\textbf{Student.} The notes iterate
\begin{equation}
\psi_{n+1}=(E_T+V_0)\,G\,\psi_n,\qquad G=(H+V_0)^{-1}=\int_0^\infty dt\,e^{-t(H+V_0)},
\label{eq:iter}
\end{equation}
with $t$ an imaginary time in eV$^{-1}$ and $E_0+V_0>0$. Eigenstate $k$ is multiplied by $(E_T+V_0)/(E_k+V_0)$ per generation, so it fades by $(E_0+V_0)/(E_k+V_0)$ relative to the ground state, and the population $\int\psi_n$ ends up growing by $g=(E_T+V_0)/(E_0+V_0)$. The notes add that there is no time-step error. I coded it for an electron in a 10 nm GaAs well with hard walls, and my energy depends on $V_0$. It should not.

\textbf{Lecturer.} Fix the model first. Parabolic band, walls at $z=0$ and $z=L=10$ nm, and $m^*=0.067\,m_e$, the 0 K value compiled by Vurgaftman (2001). Then $D=\hbar^2/2m^*=0.5687$ eV\,nm$^2$, the levels are $E_k=(k+1)^2E_0$, and $E_0=\pi^2D/L^2=56.1$ meV, or 651 K. The integral $\int\psi_n$ picks out zero in-plane wave vector, so only $z$ matters for $g$. It also vanishes for odd states, so the slowest contaminant of $g$ is $E_2=505$ meV. I take the population as infinite, which removes noise and population control from the discussion. How do you move a walker?

\textbf{Student.} I draw $t$ from $V_0e^{-V_0t}$ with $V_0>0$, take a Gaussian step of variance $2Dt$, and delete the walker if it lands outside the well. Survivors get the weight $(E_T+V_0)/V_0$. The energy is $(E_T+V_0)/g-V_0$. Time is integrated over, so nothing is discretised.

\textbf{Lecturer.} The time integral is exact. The assumption sits one step earlier, where we write $G|k\rangle=|k\rangle/(E_k+V_0)$. That line needs the kernel you sample to be the kernel of $e^{-tH}$ for the full $H$, at every $t$ you draw. Your move samples the free resolvent,
\begin{equation}
G_0(z,z')=\int_0^\infty dt\,e^{-V_0t}\,\frac{e^{-(z-z')^2/4Dt}}{\sqrt{4\pi Dt}}=\frac{e^{-\kappa|z-z'|}}{2D\kappa},\qquad \kappa=\sqrt{V_0/D},
\label{eq:free}
\end{equation}
restricted to end points in the well. The resolvent that vanishes at both walls is
\begin{equation}
G(z,z')=\frac{\sinh(\kappa z_<)\,\sinh[\kappa(L-z_>)]}{D\kappa\,\sinh(\kappa L)}=p(z,z')\,G_0(z,z'),
\label{eq:exact}
\end{equation}
\begin{equation}
p=\frac{\left(1-e^{-2\kappa z_<}\right)\left(1-e^{-2\kappa(L-z_>)}\right)}{1-e^{-2\kappa L}},
\label{eq:p}
\end{equation}
where $z_<$ and $z_>$ are the smaller and larger of $z,z'$. The factor $p$ is the probability that the Brownian path between the end points never touched a wall. You set $p=1$ and keep paths that left and came back.

\textbf{Student.} That only matters within $1/\kappa$ of a wall, where $\psi_0$ is nearly zero. First-order perturbation theory should do. For $\kappa L\gg1$ the left wall gives $G_0-G=e^{-\kappa(z+z')}/2D\kappa$. With $\psi_0=\sqrt{2/L}\sin k_0z$, $k_0=\pi/L$, and $\int_0^\infty\sin(kz)\,e^{-\kappa z}dz=k/(\kappa^2+k^2)$, two walls raise the top eigenvalue $\lambda_0=1/(E_0+V_0)$ by
\begin{equation}
\delta\lambda^{(1)}=\frac{2k_0^2}{D\kappa L\,(\kappa^2+k_0^2)^2}.
\label{eq:pt}
\end{equation}
Since $E_0+V_0=D(\kappa^2+k_0^2)$, I get $\delta E=-(E_0+V_0)^2\delta\lambda^{(1)}=-2E_0/\kappa L$.

\textbf{Lecturer.} The sign and the power are right, and the coefficient is half the true one. Your scheme can be solved exactly. Let $\lambda\phi(z)=\int_0^LG_0(z,z')\phi(z')\,dz'$. Applying $-D\,\partial_z^2+V_0$ gives $\phi''=-k^2\phi$ with $\lambda=1/(Dk^2+V_0)$. At $z=L$ every $z'$ lies to the left, the kernel depends on $z$ as $e^{-\kappa z}$, and so $\phi'(L)=-\kappa\phi(L)$. Likewise $\phi'(0)=\kappa\phi(0)$. The nodeless solution is $\cos k(z-L/2)$ with
\begin{equation}
k\tan(kL/2)=\kappa,\qquad \tilde E_0=Dk^2,\qquad \tilde g=\frac{E_T+V_0}{\tilde E_0+V_0}.
\label{eq:robin}
\end{equation}
Put $u=kL/2$ and $x=1/\kappa L$. Equation \eqref{eq:robin} becomes $u+\arctan(2ux)=\pi/2$, so $u=(\pi/2)/(1+2x)+O(x^3)$ and
\begin{equation}
\tilde E_0=\frac{\pi^2D}{(L+2/\kappa)^2}\left[1+O(x^3)\right]=E_0\left[1-\frac{4}{\kappa L}+\frac{12}{(\kappa L)^2}+O(x^3)\right].
\label{eq:corr}
\end{equation}
Each wall recedes by $1/\kappa=\sqrt{D\tau}$, where $\tau=1/V_0$ is the mean of your sampled time. The first correction is $\delta E=-4E_0\sqrt{D\tau}/L$. It is a time-step error, of order $\sqrt\tau$.

\textbf{Student.} I do not accept a factor of two from a small perturbation. Where does my calculation fail?

\textbf{Lecturer.} It is small compared with $\lambda_0$, but the eigenvalues of $G$ crowd together, with spacings of order $E_0/V_0^2$. In the even sector and for $\kappa L\gg1$ the perturbation has rank one, $c\,|f\rangle\langle f|$ with $f=e^{-\kappa z}+e^{-\kappa(L-z)}$ and $c=1/4D\kappa$. The secular equation $1=c\sum_n f_n^2/(\lambda-\lambda_n)$, with the ground-state term separated, reads
\begin{equation}
\lambda-\lambda_0=\frac{\delta\lambda^{(1)}}{1-S},\qquad S=c\sum_{n\neq0}\frac{f_n^2}{\lambda-\lambda_n},\qquad f_n^2=\frac{8}{L}\,\frac{k_n^2}{(\kappa^2+k_n^2)^2}.
\end{equation}
The sum is carried by $k_n\sim\kappa\gg k_0$, where $\lambda-\lambda_n\simeq k_n^2/[D\kappa^2(\kappa^2+k_n^2)]$. Even states are spaced by $2\pi/L$ in $k$, hence
\begin{equation}
S\to\frac{2\kappa}{L}\,\frac{L}{2\pi}\int_0^\infty\frac{dk}{\kappa^2+k^2}=\frac12 .
\end{equation}
So $S$ does not shrink as $V_0$ grows, and $1/(1-S)=2$ doubles your result. In terms of walkers, those wrongly kept near a wall are moved again and are wrongly kept again, until the density at the wall is finite. Your value is still useful. It is the Rayleigh quotient of $\psi_0$, a lower bound on $\lambda$, so it proves that $\tilde E_0$ lies below $E_0$.

\textbf{Student.} How large is this at the shifts one would use?

\textbf{Lecturer.} Here are the hard-wall model's numbers, energies in meV. The last column is the damping $(E_0+V_0)/(E_2+V_0)$ of the exact iteration.
\begin{center}
\begin{tabular}{rrrrrr}
$V_0$ (eV) & $\kappa L$ & $E_0(1-4x)$ & $E_0/(1+2x)^2$ & root of \eqref{eq:robin} & damping\\ \hline
0.1 & 4.19 & 2.6 & 25.7 & 27.1 & 0.258\\
1 & 13.26 & 39.2 & 42.4 & 42.5 & 0.702\\
10 & 41.9 & 50.8 & 51.1 & 51.1 & 0.957\\
100 & 132.6 & 54.4 & 54.5 & 54.5 & 0.996
\end{tabular}
\end{center}
The exact value is 56.1 meV. At $V_0=1$ eV each wall moves out by 0.754 nm and the energy is 13.6 meV low, which is 24 per cent. At 0.1 eV the linear term alone is useless, while the widened-well form still serves as an estimate.

\textbf{Student.} My growth factor at 1 eV looked fine, though.

\textbf{Lecturer.} It is off by $\tilde g/g=(E_0+V_0)/(\tilde E_0+V_0)=1.0130$. To leading order $\delta g/g=4E_0/(\kappa LV_0)$, which falls as $V_0^{-3/2}$. Extracting the energy multiplies that by about $V_0$ and leaves $V_0^{-1/2}$.

\textbf{Student.} Then I raise $V_0$ until the error is gone.

\textbf{Lecturer.} One per cent needs $\kappa L=400$, or $V_0=910$ eV. Reducing the $E_2$ component by a factor $e$ then takes $1/\ln[(E_2+V_0)/(E_0+V_0)]=2027$ generations, against 0.74 at $V_0=0.1$ eV. You would be doing short-step diffusion Monte Carlo with random steps. The cure costs two exponentials per move. Accept a walker that lands inside with probability $p$ from \eqref{eq:p}. It lies between 0 and 1, because the numerator is at most $1-e^{-2\kappa z_<}$ and $z_<\le L$. The sampled kernel is then \eqref{eq:exact}, and \eqref{eq:iter} holds for any positive $V_0$.

\textbf{Student.} Real wells have no hard walls. Is the $\sqrt\tau$ law an artefact of the model?

\textbf{Lecturer.} Partly. The hard-wall model overbinds nothing and overconfines much: a 10 nm GaAs well between Al$_{0.3}$Ga$_{0.7}$As barriers typically has its first level near 30 meV, so 56.1 meV is high by nearly a factor of two. Take $V=0$ inside and $V=U$ outside, with one mass throughout. A natural end-point rule, one of several, moves with $G_0$ and weights the walker by the average of $e^{-tV}$ over an independent exponential time, $W=V_0/(V_0+V)$. For $U\to\infty$ this is your deletion rule. The eigenproblem $G_0W\phi=\lambda\phi$ with $\lambda=1/(\tilde E_0+V_0)$ is $(-D\,\partial_z^2+V_0)\phi=W(\tilde E_0+V_0)\phi$. Inside nothing changes. Outside the barrier is replaced by
\begin{equation}
U_{\rm eff}=(1-W)(\tilde E_0+V_0)=U-\frac{U(U-\tilde E_0)}{U+V_0},
\end{equation}
so that $U_{\rm eff}-\tilde E_0=V_0(U-\tilde E_0)/(U+V_0)$. The function $\phi$ and its slope are continuous because $G_0$ smooths a bounded source, and matching gives
\begin{equation}
k\tan(kL/2)=\sqrt{\frac{V_0}{U+V_0}}\,\sqrt{\frac{U-Dk^2}{D}} .
\label{eq:finite}
\end{equation}
For $U\gg V_0$ and $U\gg Dk^2$ the right side tends to $\kappa$, which is \eqref{eq:robin}. For $V_0\gg U$ the Hellmann--Feynman theorem, $\partial E_0/\partial U=P_b$, gives
\begin{equation}
\delta E=-\frac{P_b\,U(U-E_0)}{V_0},\qquad P_b=\frac{E_0/U}{1+qL/2},\qquad q=\sqrt{(U-E_0)/D},
\label{eq:lin}
\end{equation}
where $E_0$ is now the exact finite-well level and $P_b$ its probability in the barriers. The error is linear in $\tau$ once $U\tau\ll1$, and it follows the hard-wall form when $U\tau\gg1$.

\textbf{Student.} With numbers?

\textbf{Lecturer.} Take $U=0.25$ eV, a typical conduction-band offset for that alloy. The model gives $E_0=32.8$ meV and $P_b=0.0320$. At $V_0=1$ eV, \eqref{eq:lin} gives $-1.7$ meV, and the root of \eqref{eq:finite} is 31.2 meV, a shift of $-1.6$ meV or 5 per cent. At $V_0=0.1$ eV the root is 23.9 meV, a shift of $-8.9$ meV or 27 per cent.

\textbf{Student.} A shift of 1.6 meV may be below what the model itself neglects.

\textbf{Lecturer.} It is comparable, so let us size those terms. Nonparabolicity lowers the level by an amount of order $E_0^2/E_g=0.7$ meV, with $E_g=1.519$ eV as compiled by Vurgaftman (2001). A heavier barrier mass $m_b$ with BenDaniel--Duke matching, continuity of $\phi$ and $\phi'/m$, scales the decay constant by $\sqrt{m_b/m^*}$ and the slope condition by $m^*/m_b$. The result is \eqref{eq:finite} with $V_0/(U+V_0)$ replaced by $m^*/m_b$. A typical $m_b=0.092\,m_e$ gives 30.5 meV, a drop of 2 meV.

\textbf{Student.} So at $V_0=1$ eV my bias imitates a barrier mass $m^*(1+U/V_0)=0.084\,m_e$. It pushes the answer toward better physics.

\textbf{Lecturer.} It imitates a mass that is set by an arbitrary shift, which no physical input controls. If you put the barrier mass into $H$, an end-point rule would still depart from that model's own level. For the one-mass finite well there is an exact end-point weight. Choose $W=1-V/(E_T+V_0)$, which is non-negative if $E_T+V_0\ge U$. Then $U_{\rm eff}=U(\tilde E_0+V_0)/(E_T+V_0)$, and this equals $U$ precisely when $E_T$ is tuned to $\tilde g=1$. At that point $E_T=\tilde E_0=E_0$, because the iteration has become the Schr\"odinger equation in the integral form $\psi=G_0\,(E_0+V_0-V)\,\psi$.

\textbf{Student.} And the test that tells me whether I have sampled the true resolvent?

\textbf{Lecturer.} Run at two values of $V_0$. The damping must change and $(E_T+V_0)/g-V_0$ must not. With end-point deletion the hard-wall model moves from 27.1 to 42.5 meV between 0.1 and 1 eV. With the weight $V_0/(V_0+V)$ the finite-barrier model moves from 23.9 to 31.2 meV, both below its exact 32.8 meV.